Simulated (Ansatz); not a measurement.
# Cu₃Pd: pressure against volume per atom

All results are calculated (Ansatz 0.2.0). Periodic Kohn-Sham DFT of a crystal at fixed atoms; pressure and stress are positive in compression; the energy is the free energy less that of spherical unpolarised free atoms; site moments are those in the method's own spheres, positive along +z.

Cell of the first row (space group Pm-3m, No. 221):
```
CELL_PARAMETERS angstrom
3.64600 0.00000 0.00000
0.00000 3.64600 0.00000
0.00000 0.00000 3.64600
ATOMIC_POSITIONS crystal
Cu 0.00000 0.50000 0.50000
Cu 0.50000 0.00000 0.50000
Cu 0.50000 0.50000 0.00000
Pd 0.00000 0.00000 0.00000
```

Settings of every row: method frozen-core PAW; functional PBEsol; relativity scalar; k mesh 9x9x9; filling fermi-dirac; smearing width 0.05 eV; wave cutoff 420 eV; paw set soft_2.

Atom start moment: 0 on all atoms.

Limits: PAW files made with PBE.

```
row  volume per atom (Å³)  pressure (GPa)
  1                12.117           1.328
  2                12.633               ?
  3                 12.89           -8.38
  4                13.019          -9.661
  5                13.406         -13.025
```

Question: what pressure should row 2 give?

Worked fit of pressure. Take u = (V_r/V)^(2/3) − 1 with V_r = 12.954 Å³ an atom, which is twice the finite (Eulerian) strain; such expansions in the strain, on which the Birch-Murnaghan equation of state is built, carry the rest volume and the bulk modulus. The shown rows have u = 0.04554, 0.00331, -0.00333, -0.02261. Least squares give pressure = −9.0269 + 193.587 × u + 742.02 × u² GPa; a straight line predicts inner rows, each left out in turn, worse (root mean square 0.5 against 0.0045 GPa). The rows lie off it by 0.000, -0.002, 0.002, 0.000. The pressure vanishes at u = 0.0404, or V = 12.21 Å³ an atom, and there the bulk modulus at fixed shape and fractions is B = −V dP/dV = (2/3)(1 + u) dP/du = 176 GPa. The withheld row has u = 0.01687, so the fit gives −9.0269 + 193.587 × (0.01687) + 742.02 × (0.01687)² = -5.550 GPa.

The calculation gave -5.557 GPa. The fit lies 0.007 GPa (0.049 % of the column's range) above it; its largest miss of a shown row is 0.002 GPa.
